I want the static dipole polarisability of $1s^2\,{}^1S$ ions, and the range of each parameter in which it holds, with O$^{6+}$ ($Z=8$) as the example. Atomic units, $c=137.036$, field $F$ along $z$, and $E(F)=E(0)-\tfrac12\alpha F^2+\dots$

\textbf{Scaling.} With a fixed point nucleus, $r\to r/Z$ gives
\begin{equation}
\frac{H}{Z^2}=h_f(1)+h_f(2)+\frac{\lambda}{r_{12}},\qquad h_f=-\tfrac12\nabla^2-\frac1r+fz,\qquad \lambda=\frac1Z,\quad f=\frac{F}{Z^3}.
\end{equation}
Writing $E=Z^2\sum_{mn}E_{mn}f^m\lambda^n$, I get $\alpha=-2Z^{-4}(E_{20}+E_{21}/Z+\dots)$. Relativity and nuclear motion add two more parameters, $(Z/c)^2$ and $m/M$.

\textbf{Interchange.} $E_{21}$ is a mixed derivative, so I may switch on $f$ first. At $\lambda=0$ the state is $\phi_f(1)\phi_f(2)$, and first-order theory in $\lambda$ gives, order by order in $f$,
\begin{equation}
\sum_m E_{m1}f^m=(\rho_f|\rho_f),\qquad \rho_f=\phi_f^2=\rho_0+f\rho_1+f^2\rho_2+\dots,
\end{equation}
where $(a|b)$ is the Coulomb integral. Hence $E_{21}=2(\rho_0|\rho_2)+(\rho_1|\rho_1)$. This is the interchange theorem as used by Dalgarno and Stewart: the correlated first-order function in $\lambda$ is never needed.

\textbf{Orbitals.} Put $\phi_f=\phi_0(1+fg_1+f^2g_2)$ with $\phi_0=e^{-r}/\sqrt\pi$. Then $(-\tfrac12\nabla^2+\partial_r)g_1=-z$ and $(-\tfrac12\nabla^2+\partial_r)g_2=\epsilon_2-zg_1$, solved by
\begin{align}
g_1&=-(r+\tfrac12r^2)\cos\theta,\qquad \epsilon_2=\langle zg_1\rangle=-\tfrac94,\\
g_2&=\tfrac34r^2+\tfrac14r^3+\tfrac1{24}r^4-\tfrac{31}4+\left(\tfrac58r^2+\tfrac5{12}r^3+\tfrac1{12}r^4\right)P_2(\cos\theta).
\end{align}
Brackets average over $\rho_0$, and the constant follows from normalisation, $2\langle g_2\rangle=-\langle g_1^2\rangle=-43/8$. So $E_{20}=-9/2$. Only the spherical part $\rho_0w$ of $\rho_2=\rho_0(g_1^2+2g_2)$ meets the potential $V_0$ of $\rho_0$:
\begin{equation}
w=\tfrac{11}6r^2+\tfrac56r^3+\tfrac16r^4-\tfrac{31}2,\qquad V_0=\frac1r-e^{-2r}\Big(1+\frac1r\Big),\qquad (\rho_0|\rho_2)=\langle wV_0\rangle=-\frac{1923}{512}.
\end{equation}
For $\rho_1=2\rho_0g_1$ only the $l=1$ multipole survives, with angular factor $1/9$. With $p=4r^2e^{-2r}(2r+r^2)$,
\begin{equation}
(\rho_1|\rho_1)=\frac29\int_0^\infty\! ds\,s\,p(s)\int_s^\infty\! dr\,\frac{p(r)}{r^2}=\frac{267}{256}.
\end{equation}
Then $E_{21}=-207/32$ and
\begin{equation}
\alpha=\frac9{Z^4}+\frac{207}{16Z^5}+O(Z^{-6})=\frac{9}{(Z-\sigma)^4}+O(Z^{-6}),\qquad \sigma=\frac{23}{64},
\end{equation}
since $36\sigma=207/16$. The coefficient splits as $1923/128-267/128$: static screening loosens the orbital, and the repulsion of the two parallel displaced clouds resists polarisation.

\textbf{Hartree--Fock.} The coupled energy is the stationary value of $2\langle\phi|h_f|\phi\rangle+\lambda(\phi^2|\phi^2)$. Stationarity makes its $\lambda$ derivative at $\lambda=0$ equal to $(\rho_f|\rho_f)$, the exact $E_{m1}$, so correlation first enters at $\lambda^2$. If I instead freeze the field-free Coulomb potential of the partner electron and add two orbital polarisabilities, I keep only $2(\rho_0|\rho_2)$, and the $Z^{-5}$ coefficient is too large by $267/128$. At $Z=8$ that is 2.9\% of the leading term.

\textbf{Large and small $Z$.} The relative correction $23/(16Z)$ is 0.18 at $Z=8$ and reaches one at $Z=1.44$. I have not computed $E_{22}$. The screened form merely guesses it, as a relative term $10\sigma^2/Z^2=1.29/Z^2$, and I use that as its size: 0.020 at $Z=8$, comparable with the frozen-potential defect. At small $Z$ the pole at $23/64$ means nothing. With $E_{01}=(\rho_0|\rho_0)=5/8$, the two-term ionisation energy $I=Z^2/2-5Z/8$ already vanishes at $Z=5/4$, so H$^-$ is unbound at this order. The screened form gives it $53\,a_0^3$, low by roughly a factor of four against the typical value of about $200\,a_0^3$.

\textbf{Relativity.} The same trick works at $\lambda=0$. Terms linear in $\mathbf p$ or $\mathbf l$ vanish for the real $\phi_f$, which leaves mass-velocity and Darwin terms. Since $\tfrac12p^2\phi_f=(\epsilon+1/r-fz)\phi_f$, the scaled orbital shift is
\begin{equation}
\Big(\frac Zc\Big)^2\Big[-\tfrac12\langle\phi_f|(\epsilon+1/r-fz)^2|\phi_f\rangle+\tfrac\pi2\rho_f(0)\Big],
\end{equation}
whose $f^2$ part is $121/12-31/4=7/3$. Dividing by $\epsilon_2$ gives the factor $1-\tfrac{28}{27}(Z/c)^2$. It equals the screened-form estimate of the $\lambda^2$ term near $Z\approx12$ and the $\lambda$ term near $Z\approx30$, where both are about 5\%. Above that, relativity is the leading correction.

\textbf{Nuclear mass.} The ion accelerates as a whole, and separating the centre of mass multiplies the internal coupling by $1+(Z-2)m/(M+2m)$. The reduced mass enters as $\mu^{-3}$. Mass polarisation gives $\langle\mathbf p\rangle^2/M=0$ at $\lambda=0$. The relative change is $[3+2(Z-2)]m/M=15m/M$ here, and I take $M\approx16$ u.

\textbf{Weak and strong field.} With $\tilde g_2=g_2-\langle g_2\rangle$, the fourth-order orbital energy is $\epsilon_4=\langle g_1z\tilde g_2\rangle-\epsilon_2\langle g_1^2\rangle=-3555/64$. So at $\lambda=0$ the quartic shift is $\tfrac{395}{16}f^2$ times the quadratic one. This is 1\% at $f=0.020$, or $F\approx10$ a.u. $\approx5\times10^{12}$ V/m. The ratio scales as $Z^{-6}$, so screening will change it by some tens of per cent. The series in $f$ is only asymptotic, because the level is a resonance with width proportional to $\exp[-2(2I)^{3/2}/3F]$, which is $\exp(-265/F)$ for $I=27$. The classical barrier of $-(Z-1)/x-Fx$ sits at $-2\sqrt{(Z-1)F}$ and drops to $-I$ at
\begin{equation}
F_{\rm BS}=\frac{I^2}{4(Z-1)}\approx26\ \text{a.u.},\qquad f\approx0.051 .
\end{equation}
There the tunnelling exponent is down to about 10 while the quartic term is only about 6\%. The ion is therefore destroyed before the shift becomes strongly non-quadratic, and no bound large-$f$ regime exists.

\textbf{O$^{6+}$.} At 100 kV/cm, $F=1.94\times10^{-5}$ a.u. and $f=3.8\times10^{-8}$. Sizes relative to the leading term:
\begin{center}
\begin{tabular}{ll}
$\lambda$ term & $+0.18$\\
$\lambda^2$ term (estimate) & $+0.020$\\
relativity & $-0.0035$\\
nuclear mass & $+0.0005$\\
quartic Stark term, 100 kV/cm & $3.6\times10^{-14}$
\end{tabular}
\end{center}
The two-term series gives $(2.20+0.39)\times10^{-3}=2.59\times10^{-3}$ and the screened form $2.64\times10^{-3}$, 2\% apart. The uncomputed $\lambda^2$ term outweighs relativity and nuclear mass, so I do not add them. The model's value is $\alpha\approx2.6\times10^{-3}\,a_0^3$, which lowers the ground level by about 3 kHz at 100 kV/cm.